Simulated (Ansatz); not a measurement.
## A series in volume scale on Ga

Plane-wave DFT, scalar-relativistic PAW made under PBE with cores redone for the functional, no dispersion; the given relaxed cell is scaled uniformly, energy at zero smearing counts from the unscaled cell, pressure at the given Fermi-Dirac smearing is positive in compression. The results are calculated, by Ansatz 0.2.0.

The cell before it is scaled or strained (space group Fd-3m, No. 227):
```
cell vectors (Å)
   0.0000     2.8885     2.8885
   2.8885     0.0000     2.8885
   2.8885     2.8885     0.0000
atoms (fractions of the cell vectors)
Ga  0.12500  0.12500  0.12500
Ga  0.87500  0.87500  0.87500
```

Settings of every row: spin polarised no; functional r2SCAN; wave cutoff 500 eV; smearing width 0.1 eV; k mesh 11x11x11.

Atom starting moment: 0 on all atoms.

Limits: the cell comes from a prototype or a list of computed structures and needn't be the stable phase.

| row | volume scale | V (Å³/atom) | pressure (GPa) | energy change per atom (meV) |
| --- | --- | --- | --- | --- |
| 1 | 0.88 | 21.208 | 7.73 | 59.9 |
| 2 | 0.92 | 22.172 | 4.51 | 23.69 |
| 3 | 0.96 | 23.136 | 1.95 | 4.92 |
| 4 | 1.04 | 25.064 | -1.65 | 5.87 |
| 5 | 1.08 | 26.028 | ? | ? |
| 6 | 1.12 | 26.992 | -3.83 | 40.78 |

Question: what pressure and energy change per atom should row 5 give?

Worked fit of pressure. Take u = (V_r/V)^(2/3) − 1 with V_r = 23.136 Å³ an atom, which is twice the finite (Eulerian) strain; such expansions in the strain, on which the Birch-Murnaghan equation of state is built, carry the rest volume and the bulk modulus. The shown rows have u = 0.05972, 0.02878, 0, -0.05196, -0.09766. Least squares give pressure = 1.962 + 82.27 × u + 236.3 × u² GPa; a straight line predicts inner rows, each left out in turn, worse (root mean square 0.67 against 0.032 GPa). The rows lie off it by 0.01, -0.02, -0.01, 0.02, -0.01. The pressure vanishes at u = -0.0258, or V = 24.06 Å³ an atom, and there the bulk modulus at fixed shape and fractions is B = −V dP/dV = (2/3)(1 + u) dP/du = 45.5 GPa. The withheld row has u = -0.07552, so the fit gives 1.962 + 82.27 × (-0.07552) + 236.3 × (-0.07552)² = -2.90 GPa.

The calculation gave -2.88 GPa. The fit lies 0.02 GPa (0.17 % of the column's range) below it; its largest miss of a shown row is 0.02 GPa.

Worked fit of energy change per atom. Take u = (V_r/V)^(2/3) − 1 with V_r = 23.136 Å³ an atom, which is twice the finite (Eulerian) strain; such expansions in the strain, on which the Birch-Murnaghan equation of state is built, carry the rest volume and the bulk modulus. The shown rows have u = 0.05972, 0.02878, 0, -0.05196, -0.09766. Least squares give energy change per atom = 5.265 + 424.39 × u + 8103.1 × u² meV; a straight line predicts inner rows, each left out in turn, worse (root mean square 23 against 1 meV). The rows lie off it by 0.39, -0.50, -0.34, 0.78, -0.32 (root mean square 0.5 meV). The withheld row has u = -0.07552, so the fit gives 5.265 + 424.39 × (-0.07552) + 8103.1 × (-0.07552)² = 19.43 meV.

The calculation gave 20.12 meV. The fit lies 0.69 meV (3.4 % of the value, 1.3 % of the column's range) below it; its largest miss of a shown row is 0.78 meV.
